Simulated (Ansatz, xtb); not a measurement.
## InSi2H7 (SMILES [SiH3][SiH2][InH2]): the vertical ionisation energy, rung by rung

InSi2H7 has 10 atoms, charge 0, and is taken as a singlet. SMILES: `[SiH3][SiH2][InH2]`. Geometry: relaxed at PBE0-D4/def2-TZVP.

Quantity: the vertical ionisation energy (to the doublet cation), in eV. The values are calculated.

```tsv
level	kind	program	value (eV)	CPU time (all runs)
GFN2-xTB	semi-empirical	xtb	12.10	under 2 s
HF/def2-SVP (core potential)	Hartree–Fock	Ansatz	8.57	13 s
SVWN5/def2-SVP (core potential)	LDA	Ansatz	9.03	16 s
revPBE/def2-SVP (core potential)	GGA	Ansatz	8.84	28 s
r2SCAN/def2-SVP (core potential)	meta-GGA	Ansatz	9.01	61 s
PBE0/def2-SVP (core potential)	global hybrid	Ansatz	9.09	39 s
HSE06/def2-SVP (core potential)	range-separated hybrid	Ansatz	9.08	41 s
RPA@PBE0/def2-SVP (core potential)	RPA	Ansatz	9.07	64 s
MP2/def2-SVP (core potential)	perturbation theory	Ansatz	9.10	13 s
```

Spin-orbit coupling, which can split open shells on such heavy atoms by tenths of an eV, is left out. The values span 8.57 to 12.10 eV. The xTB values lack the empirical shift that such differences need. In the correlated wave-function rows the outer d shell of In is correlated, in sets not made for it. CPU times are rough (shared hosts, several kinds of processor): they show what a rung costs within a factor of a few.

Apart from the xTB outlier, the vertical ionisation energy is fairly insensitive to the treatment of correlation once some is included. PBE0, HSE06, RPA and MP2 fall between 9.07 and 9.10 eV, with LDA and r2SCAN just below. revPBE is lower at 8.84 eV, and Hartree–Fock is lowest at 8.57 eV, probably because it omits the pair correlation lost when an electron is removed.

Indium is formally trivalent here, with its valence electrons in bonds and an empty p-type orbital rather than a lone pair. The electron therefore probably leaves a σ orbital with In–Si and Si–Si character, since bonds between these electropositive atoms lie higher in energy than the Si–H bonds. The values alone can't establish how the hole is shared between the two.

The close agreement supports a value near 9 eV within this basis, but it is no measure of the remaining basis-set error, which the rows share in part and which is usually larger for RPA and MP2 than for the density functionals.
